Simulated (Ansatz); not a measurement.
# From the elastic tensor of PtSe2 at 8 GPa (stress–strain coefficients) to moduli and sound speeds

Level of theory: DFT PBE+D3(BJ), scalar-relativistic, plane waves, PAW (Ansatz 0.2.0). Plane waves to 420 eV; Γ-centred k mesh 12×12×10; Fermi-Dirac smearing of 0.15 eV. No spin polarisation.

It takes space group P-3m1 (No. 164, trigonal). Conventional cell: a = 3.723 Å, b = 3.723 Å, c = 4.524 Å, α = 90.00°, β = 90.00°, γ = 120.00°. Around Pt (site symmetry -3m) lie 6 Se at 2.49 Å. Around Se (site symmetry 3m) lie 3 Pt at 2.49 Å.

In a metal, frequencies and elastic constants depend on the k mesh and the smearing, soft modes and shear constants most. Spin–orbit coupling is left out, which matters for heavy elements. A semilocal functional can close a gap that the real compound has.

Relaxed-ion constants (GPa, on the Cartesian axes of the calculation):
```
249.1  92.7  90.9 -42.2   0.0   0.0
 92.7 249.1  90.9  42.2   0.0   0.0
 90.9  90.9 134.9   0.0   0.0   0.0
-42.2  42.2   0.0  84.0   0.0   0.0
  0.0   0.0   0.0   0.0  84.0 -42.2
  0.0   0.0   0.0   0.0 -42.2  78.2
```

Density 10.798 g/cm³; 3 atoms in 54.29 Å³.

The values that follow are for a polycrystal of randomly turned grains, by Hill's mean where one number stands. In a crystal this anisotropic the Voigt and Reuss bounds lie far apart, so Hill's mean and the sound speeds and Debye temperature from it are rough.

| Item | Value |
| --- | --- |
| Bulk modulus, Voigt / Reuss / Hill | 131.4 / 119.3 / 125.3 GPa |
| Shear modulus, Voigt / Reuss / Hill | 73.1 / 53.0 / 63.1 GPa |
| Young's modulus | 162 GPa |
| Poisson ratio | 0.285 |
| Pugh ratio B/G | 1.99 |
| Universal anisotropy index | 2.00 |
| Longitudinal and transverse sound speeds | 4404 and 2417 m/s |
| Debye temperature from the mean sound speed | 306 K |

Cost: 1 run of about 8.5 core-minutes, on Intel Xeon Platinum 8488C (Sapphire Rapids) (shared hosts).

At 8 GPa PtSe2 is still clearly layered in its elastic response, but no longer a stack of weakly coupled sheets. C11 (249.1 GPa) far exceeds C33 (134.9 GPa), and under further hydrostatic pressure the c axis would shorten much more readily than a. Covalent Pt–Se bonds carry in-plane strain, whereas strain along c falls mainly on the softer Se–Se contacts between layers. The sizeable C33 and C13 suggest that these contacts have stiffened, either through Se p overlap across the compressed gap or through the dispersion term; the tensor cannot separate the two.

C44 slightly exceeds C66, but this doesn't mean that shear is uniformly stiff. The large C14 mixes the two shears and leaves one combination much softer than either constant alone, which accounts for much of the gap between the Voigt and Reuss shear moduli. The tensor is positive definite, so the cell resists any small homogeneous strain at this pressure. The Pugh ratio is no evidence of ductility, since cleavage between layers depends on interlayer separation energies, not on averaged moduli.
